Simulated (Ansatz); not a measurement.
**Dissociation curves of SiH4S (SMILES [H][Si]([H])([H])S)**

SiH4S: 6 atoms, total charge 0, spin state singlet. SMILES: `[H][Si]([H])([H])S`. Geometry: relaxed at GFN2-xTB.

```xyz
6

Si    0.2012   -0.0145   -0.5446
S     0.2537    0.0198    1.6015
H    -1.0568    0.0599    1.7952
H     1.6060   -0.0207   -0.9100
H    -0.5032    1.1806   -0.9902
H    -0.5009   -1.2251   -0.9520
```

The Si1–H6 distance is scanned; the parts on either side stay rigid. Basis STO-3G, 10 core orbitals frozen in the correlated methods; program Ansatz 0.2.0. FCI is exact within this basis and core. Energies in eV from each method's value at 1.458 Å; methods without a U are spin-restricted. The shape above is that at 1.458 Å.

```tsv
distance (Å)	SVWN5	BLYP	BHLYP	r2SCAN0	HSE06	MP2	FCI
1.458	0.00	0.00	0.00	0.00	0.00	0.00	0.00
1.822	1.04	0.97	1.29	1.22	1.15	1.26	1.08
2.186	2.75	2.56	3.32	3.15	3.01	3.24	2.73
2.915	5.39	5.02	6.58	6.17	5.92	5.95	4.52
3.644	6.60	6.16	8.20	7.60	7.29	6.25	4.82
```

Departure from the FCI curve at its largest: SVWN5 +1.79 eV at 3.64 Å; BLYP +1.34 eV at 3.64 Å; BHLYP +3.38 eV at 3.64 Å; r2SCAN0 +2.79 eV at 3.64 Å; HSE06 +2.47 eV at 3.64 Å; MP2 +1.43 eV at 3.64 Å. Restricted functionals keep the electrons paired too, and rise too high.

The FCI curve flattens beyond 2.915 Å as Si–H6 separates into a silyl-type radical and a hydrogen atom, a singlet-coupled pair that needs both the σ² and σ*² configurations. A single closed-shell determinant instead retains ionic H⁺/H⁻ terms at long range. Among the functionals, the energy at every stretched distance rises from BLYP through SVWN5, HSE06 and r2SCAN0 to BHLYP. This broadly follows the exact-exchange content, since semilocal exchange mimics some of the missing left-right correlation and exact exchange does not. BLYP's closeness to FCI up to 2.186 Å, where it lies slightly below, therefore probably reflects error cancellation. MP2's late flattening is no sign of correct dissociation: as the σ–σ* gap closes, its correction grows without bound and should eventually pull the curve down. Even the FCI rise of 4.82 eV is larger than a typical Si–H bond energy, probably because the minimal basis, with a hydrogen function contracted for molecules, describes the free atom poorly. The curves thus rank treatments of bond breaking but do not supply a thermochemical bond strength.
